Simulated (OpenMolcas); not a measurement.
## A ladder of methods for InNH3 (SMILES [NH2][InH])

The species is InNH3 (5 atoms), meant as a doublet with charge 0. SMILES: `[NH2][InH]`. The coordinates come from a PBE0-D4/def2-TZVP relaxation. This is one conformer, not always the lowest.

```xyz
5

N    -0.2994   -0.7365    0.2647
In    0.8466    0.9464    0.2960
H    -0.8468   -0.9608   -0.5547
H     0.0176   -1.5856    0.7076
H     0.3319    2.2626   -0.7551
```

Quantity: the dipole moment, in D. The values are calculated.

```tsv
level	kind	program	value (D)	CPU time
UHF/def2-SVP (core potential)	Hartree–Fock	OpenMolcas	1.10	2.5 s
U-revPBE/def2-SVP (core potential)	GGA	OpenMolcas	1.15	15 s
UBLYP/def2-SVP (core potential)	GGA	OpenMolcas	1.19	15 s
UPBE/def2-SVP (core potential)	GGA	OpenMolcas	1.17	15 s
U-r2SCAN/def2-SVP (core potential)	meta-GGA	OpenMolcas	1.10	19 s
UM06-L/def2-SVP (core potential)	meta-GGA	OpenMolcas	1.08	21 s
UBHLYP/def2-SVP (core potential)	global hybrid	OpenMolcas	1.02	13 s
UPBE0/def2-SVP (core potential)	global hybrid	OpenMolcas	1.05	14 s
```

The values span 1.02 to 1.19 D. CPU times are rough (shared hosts, several kinds of processor): they show what a rung costs within a factor of a few.

The dipole moment is modest and depends only mildly on the functional. In–N and In–H are both polarised away from the electropositive metal, but the hydrogens of the amide group carry positive charge on the far side of nitrogen, so the N–H contributions partly offset the In–N bond moment. The unpaired electron, probably in an indium orbital of mixed s and p character pointing away from the two bonds, should reduce the total further. The net value is therefore a poor measure of how ionic the In–N bond is.

Adding exact exchange lowers the moment from 1.17 D in PBE to 1.05 D in PBE0, and from 1.19 D in BLYP to 1.02 D in BHLYP. Hartree–Fock, at 1.10 D, breaks any steady decrease with exchange fraction, which suggests that correlation and the balance between opposing bond moments matter too. Agreement among the methods doesn't establish the absolute value, since a small basis without diffuse functions can shift all of them together.
